\section*{Notes: in-plane heat transport by surface plasmon polaritons in a 20 nm gold film}

\subsection*{Problem}

A gold film of thickness $d=20$ nm is suspended in vacuum between two parallel line reservoirs a distance $L=10$ mm apart, at mean temperature $T=300$ K; its width $W$ is much larger than $L$. With fields $\propto e^{i\beta x-i\omega t}$ and $k_0=\omega/c$, I describe the metal by a local Drude function
\begin{equation}
\varepsilon(\omega)=1-\frac{\omega_p^2}{\omega(\omega+i\gamma)},\qquad \hbar\omega_p=9.0\ \text{eV},\quad \hbar\gamma=0.070\ \text{eV}.
\end{equation}
The plasma energy is typical of gold; $\gamma$ is chosen to give a resistivity typical of a film this thin. The reservoirs are taken as black for the guided modes. Wanted: (a) the propagation lengths of both plasmon branches near the thermal peak and their dependence on $d$; (b) their in-plane conductivity; (c) a comparison with the electrons.

\subsection*{Why the formula holds}

Each TM branch is a two-dimensional Bose gas with $d^2\beta/(2\pi)^2$ states per area. It relaxes by absorption in the metal and thermal re-emission, so its mean free path is the intensity decay length $\Lambda=1/(2\,\mathrm{Im}\,\beta)$. The relaxation-time heat current per width, divided by $d$, gives
\begin{equation}
\kappa=\frac1d\int\frac{\beta\,d\beta\,d\theta}{(2\pi)^2}\,\hbar\omega\,v\Lambda\cos^2\theta\,\frac{\partial n}{\partial T}
=\frac{1}{4\pi d}\int_0^\infty\hbar\omega\,\mathrm{Re}\beta\,\Lambda\,\frac{\partial n}{\partial T}\,d\omega ,
\label{kin}
\end{equation}
using $v\,d\beta=d\omega$ and $\int\cos^2\theta\,d\theta=\pi$. This is the form Chen, Narayanaswamy and Chen (2005) used for surface phonon polaritons. It counts one branch and needs $\Lambda\,\mathrm{Re}\beta\gg1$. Dividing by $d$ is a convention, since most of the energy flows outside the film.

If $\Lambda\gg L$, the flux is ballistic. Counting right-movers, $\int_{-\pi/2}^{\pi/2}\cos\theta\,d\theta=2$, so $G/W=(1/2\pi^2)\int\hbar\omega\,\mathrm{Re}\beta\,\partial_Tn\,d\omega$. The apparent conductivity $GL/(Wd)$ is Eq.~\eqref{kin} with $\Lambda\to2L/\pi$. I therefore use
\begin{equation}
\frac{1}{\Lambda_{\rm eff}}=\frac1\Lambda+\frac{\pi}{2L},
\label{eff}
\end{equation}
exact in both limits and an interpolation between them. The rule $1/\Lambda+1/L$ overshoots the ballistic limit by $\pi/2$.

\subsection*{(a) Dispersion and propagation lengths}

Outside, $H_y\propto e^{-p(|z|-d/2)}$ with $p^2=\beta^2-k_0^2$; inside, $\cosh p_mz$ or $\sinh p_mz$ with $p_m^2=p^2+(1-\varepsilon)k_0^2$. Continuity of $H_y$ and $\varepsilon^{-1}\partial_zH_y$ gives, with $u=p_md/2$,
\begin{equation}
p_{\rm LR}=-\frac{p_m}{\varepsilon}\tanh u,\qquad p_{\rm SR}=-\frac{p_m}{\varepsilon}\coth u
\label{disp}
\end{equation}
for the long-range (even $H_y$) and short-range (odd) branch. Here $|p|^2\ll k_0^2\ll|\varepsilon|k_0^2$, so I drop $p^2$ in $p_m^2$, which makes Eq.~\eqref{disp} explicit, and set $\beta\simeq k_0+p^2/2k_0$, whence $\Lambda=k_0/\mathrm{Im}\,p^2$ and $\mathrm{Re}\beta\simeq k_0$.

Scales: $\delta=c/\omega_p=21.93$ nm, $\eta\equiv d^2/12\delta^2=0.0693$, and $u^2=3\eta/(1+i\gamma/\omega)$. With $x=\hbar\omega/k_BT$ and $k_BT=25.85$ meV, the weight in Eq.~\eqref{kin} at constant $\Lambda$ is $x^3e^x/(e^x-1)^2$, peaked at $x=2.58$. I evaluate at $\omega=\gamma$, that is $x_\gamma=2.71$, wavelength $17.7\ \mu$m, $k_0=0.3547\ \mu\text{m}^{-1}$, $\varepsilon=(-8.26+8.27i)\times10^3$, $|\varepsilon|=1.17\times10^4$. The larger $|p|^2/k_0^2$ (short-range) is $6\times10^{-4}$ there.

\emph{Long-range branch.} With $\tanh u/u\simeq1-u^2/3$,
\begin{equation}
p_{\rm LR}\simeq\frac{k_0^2d}{2}\Big(1-\frac1\varepsilon\Big)\Big(1-\frac{u^2}{3}\Big),\qquad
\frac{1}{\Lambda_{\rm LR}}\simeq\frac{k_0^3d^2}{2}\left[\frac{\mathrm{Im}\,\varepsilon}{|\varepsilon|^2}+\frac{k_0^2d^2}{12}\mathrm{Im}\,\varepsilon\right],
\label{LR}
\end{equation}
where real factors close to unity are dropped. The first term is loss from the screened normal field and gives $\Lambda\propto d^{-2}$, hence $\kappa\propto d^{-3}$, the familiar law for polar films, where $|\varepsilon|$ is modest and the integral is confined to the polariton band. The second is eddy-current loss from the odd tangential field and gives $\Lambda\propto d^{-4}$. Their ratio is $|\varepsilon|^2k_0^2d^2/12$, so the $d^{-2}$ law needs $d\ll d^*=\sqrt{12}/(k_0|\varepsilon|)=0.84$ nm; being thinner than the skin depth is not enough. The two terms are $6.05\times10^{-5}$ and $\eta/2=0.0347$, a ratio of 573. With $2/(k_0^3d^2)=0.112$ m, the first term alone would give 1.85 km; both give 3.2 m; the full $\tanh$ gives
\begin{equation}
\Lambda_{\rm LR}=3.6\ \text{m},\qquad 1/\mathrm{Re}\,p_{\rm LR}=0.82\ \text{mm}.
\end{equation}

\emph{Short-range branch.} With $u\coth u\simeq1+u^2/3$ and $-1/\varepsilon\simeq k_0^2\delta^2(1+i\gamma/\omega)$,
\begin{equation}
p_{\rm SR}\simeq k_0^2a\,(1+\eta+i\gamma/\omega),\qquad
\Lambda_{\rm SR}=\frac{\omega}{2\gamma k_0^3a^2(1+\eta)},\qquad a=\frac{2\delta^2}{d}=48.1\ \text{nm}.
\label{SR}
\end{equation}
So $\Lambda_{\rm SR}\propto d^2/[\omega^2(1+\eta)]$. At $\omega=\gamma$, $\Lambda_{\rm SR}=4.53$ mm and $1/\mathrm{Re}\,p_{\rm SR}=0.15$ mm, with $k_0\Lambda_{\rm SR}=1.6\times10^3$. This length is comparable with $L$, so the branch cannot be dropped. For $d\gg\delta$ both branches tend to the single-interface value $\omega/(\gamma k_0^3\delta^2)=47$ mm.

\subsection*{(b) Conductivity}

A Drude metal guides these modes down to $\omega\to0$. There $\hbar\omega\,\partial_Tn\to k_B$, and both terms in the bracket of Eq.~\eqref{LR} are linear in $\omega$, so $\Lambda_{\rm LR}\propto\omega^{-4}$ and the integrand of Eq.~\eqref{kin} grows as $\omega^{-3}$; the short-range one grows as $\omega^{-1}$. Both integrals diverge, so this model has no size-independent $\kappa$ and $L$ always enters.

The ballistic value per branch follows from $\int_0^\infty x^3e^x(e^x-1)^{-2}dx=6\zeta(3)=7.212$ and $k_BT/\hbar=3.928\times10^{13}\ \text{s}^{-1}$:
\begin{equation}
\frac{G_b}{W}=\frac{3\zeta(3)}{\pi^2}\frac{k_B}{c}\Big(\frac{k_BT}{\hbar}\Big)^2=2.60\times10^{-5}\ \text{W m}^{-1}\text{K}^{-1},
\end{equation}
\begin{equation}
\kappa_b=\frac{G_b}{W}\frac{L}{d}=2.60\times10^{-5}\ \text{W m}^{-1}\text{K}^{-1}\times5\times10^{5}=13.0\ \text{W m}^{-1}\text{K}^{-1}.
\end{equation}
No property of gold appears in it.

For the long-range branch I compare $\Lambda_{\rm LR}$ with $2L/\pi=6.37$ mm. With $y=x/x_\gamma$ the eddy term gives $2L/(\pi\Lambda_{\rm LR})=3.94\times10^{-3}\,y^4/(1+y^2)<3.94\times10^{-3}y^2$. The weighted mean of $y^2$ is $120\zeta(5)/(6\zeta(3)x_\gamma^2)=2.35$, so the reduction is below 0.93\%. Integrating with the full $\tanh$ gives $\kappa_{\rm LR}=12.9$ W m$^{-1}$K$^{-1}$. The scaling here is $\kappa_{\rm LR}\propto L/d$, neither $d^{-3}$ nor the $d^{-5}$ that a $d^{-4}$ length would give in a band-limited integral.

For the short-range branch, Eq.~\eqref{SR} gives $2L/(\pi\Lambda_{\rm SR})=x^2/x_0^2$ with $x_0^2=x_\gamma^2\times(4.53\ \text{mm})/(6.37\ \text{mm})=5.22$. Then, from Eqs.~\eqref{kin} and \eqref{eff},
\begin{equation}
\frac{\kappa_{\rm SR}}{\kappa_b}=\frac{1}{6\zeta(3)}\int_0^\infty\frac{x^3e^x}{(e^x-1)^2}\,\frac{dx}{1+x^2/x_0^2}=\frac{2.79}{7.212}=0.387,
\end{equation}
so $\kappa_{\rm SR}=5.0$ W m$^{-1}$K$^{-1}$. This branch sits in the crossover, where Eq.~\eqref{eff} only interpolates, so I read it as about 5. The sum is about 18 W m$^{-1}$K$^{-1}$.

\subsection*{(c) Electrons, and what the numbers mean}

The same inputs give $\sigma=\varepsilon_0\omega_p^2/\gamma=1.557\times10^7$ S/m, or $\rho=6.4\ \mu\Omega$ cm, within the roughly 4 to 8 $\mu\Omega$ cm typical of 20 nm gold, as $\gamma$ was chosen to ensure. The Wiedemann--Franz law with $L_0=\pi^2k_B^2/3e^2=2.443\times10^{-8}$ W $\Omega$ K$^{-2}$ gives
\begin{equation}
\kappa_e=L_0\sigma T=114\ \text{W m}^{-1}\text{K}^{-1},\qquad \kappa_ed/L=2.3\times10^{-4}\ \text{W m}^{-1}\text{K}^{-1}.
\end{equation}
The model's plasmons add 16\% to this, the short-range branch alone about 4\%.

The long-range share needs care. At $\omega=\gamma$ the film absorbs only $L/\Lambda_{\rm LR}=0.28\%$ of that mode's power, and its phase relative to a free grazing wave is $(\mathrm{Re}\beta-k_0)L=0.021$ rad. Over 10 mm it is practically vacuum radiation passing from one reservoir to the other. Its occupation is set by the ends, not by the film's temperature profile, and $\kappa_{\rm LR}$ is reached only if the ends are black across the millimetre-scale tails; otherwise it is smaller.

Unguided radiation is not small either. With $4\sigma_{\rm SB}T^3=6.12$ W m$^{-2}$K$^{-1}$, $G_b/W$ equals the emission conductance of a black strip only $4.2\ \mu$m high. The faces also exchange heat with the surroundings. Treating the film as a conducting sheet with $s=Z_0\sigma d/(1-i\omega/\gamma)$, where $Z_0=1/\varepsilon_0c$ and $Z_0\sigma d=117$, the normal absorptance at $\omega=\gamma$ is $4\,\mathrm{Re}\,s/|2+s|^2\approx0.03$. Using it as a grey emissivity for two faces gives $2\times0.03\times6.12\ \text{W m}^{-2}\text{K}^{-1}\times0.010\ \text{m}\approx4\times10^{-3}$ W m$^{-1}$K$^{-1}$, over ten times the electronic conductance per width. This leaves $\kappa$ as defined untouched, but it would dominate the heat balance of such a membrane.

The model's result is therefore $\kappa_{\rm LR}\approx13$ and $\kappa_{\rm SR}\approx5$ W m$^{-1}$K$^{-1}$ against $\kappa_e\approx114$ W m$^{-1}$K$^{-1}$, for ideal ends and an idealised free-standing span. The first is a ceiling fixed by $L/d$ and $T^2$; only the second exchanges energy appreciably with the gold along the way.